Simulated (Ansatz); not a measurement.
A series in volume per atom on Tc

Periodic Kohn-Sham DFT of a crystal at fixed atoms; pressure and stress are positive in compression; the energy is the free energy less that of spherical unpolarised free atoms; site moments are those in the method's own spheres, positive along +z. The results are calculated, by Ansatz 0.2.0.

Cell of the first row (space group P6_3/mmc, No. 194):
```
CELL_PARAMETERS angstrom
2.69960 0.00000 0.00000
-1.34980 2.33790 0.00000
0.00000 0.00000 4.33550
ATOMIC_POSITIONS crystal
Tc 0.33333 0.66667 0.25000
Tc 0.66667 0.33333 0.75000
```

Settings of every row: method all-electron LAPW; functional PBE; relativity scalar; k mesh 14x14x8; filling fermi-dirac; smearing width 0.08 eV; basis error target 1 meV/atom; nucleus gaussian.

Atom start moment: 0 on all atoms.

```
row  volume per atom (Å³)  pressure (GPa)  energy less free atoms (eV/atom)
  1                13.682          18.209                          -11.2575
  2                13.967          10.755                          -11.2832
  3                14.252               ?                                 ?
  4                14.537          -1.942                           -11.298
  5                14.822          -7.328                          -11.2897
```

Question: what pressure and energy less free atoms should row 3 give?

Worked fit of pressure. Take u = (V_r/V)^(2/3) − 1 with V_r = 14.252 Å³ an atom, which is twice the finite (Eulerian) strain; such expansions in the strain, on which the Birch-Murnaghan equation of state is built, carry the rest volume and the bulk modulus. The shown rows have u = 0.02758, 0.01356, -0.01311, -0.0258. Least squares give pressure = 4.0607 + 475.905 × u + 1341.2 × u² GPa; a straight line predicts inner rows, each left out in turn, worse (root mean square 0.55 against 0.014 GPa). The rows lie off it by 0.003, -0.006, 0.006, -0.003 (root mean square 0.0047 GPa). The pressure vanishes at u = -0.0087, or V = 14.44 Å³ an atom, and there the bulk modulus at fixed shape and fractions is B = −V dP/dV = (2/3)(1 + u) dP/du = 299 GPa. Letting shape and atoms relax would as a rule lower it, by much in layered, chain or molecular crystals. The withheld row has u = 0, so the fit gives 4.0607 + 475.905 × (0) + 1341.2 × (0)² = 4.061 GPa.

The calculation gave 4.063 GPa. The fit lies 0.002 GPa (0.0078 % of the column's range) below it; its largest miss of a shown row is 0.006 GPa.

Worked fit of energy less free atoms. Take u = (V_r/V)^(2/3) − 1 with V_r = 14.252 Å³ an atom, which is twice the finite (Eulerian) strain; such expansions in the strain, on which the Birch-Murnaghan equation of state is built, carry the rest volume and the bulk modulus. The shown rows have u = 0.02758, 0.01356, -0.01311, -0.0258. Least squares give energy less free atoms = −11.29626 + 0.5465 × u + 31.09 × u² eV/atom; a straight line predicts inner rows, each left out in turn, worse (root mean square 0.013 against 0.00019 eV/atom). The rows lie off it by 0.0000, -0.0001, 0.0001, 0.0000. Its lowest point lies at u = -0.0088, or V = 14.44 Å³ an atom, and the curvature there gives the bulk modulus at fixed shape and fractions, B = (4/9)(1 + u)² E″(u)/V = 301 GPa. Letting shape and atoms relax would as a rule lower it, by much in layered, chain or molecular crystals. The withheld row has u = 0, so the fit gives −11.29626 + 0.5465 × (0) + 31.09 × (0)² = -11.2963 eV/atom.

The calculation gave -11.2962 eV/atom. The fit lies 0.0001 eV/atom (0.25 % of the column's range) below it, one unit of the last digit.
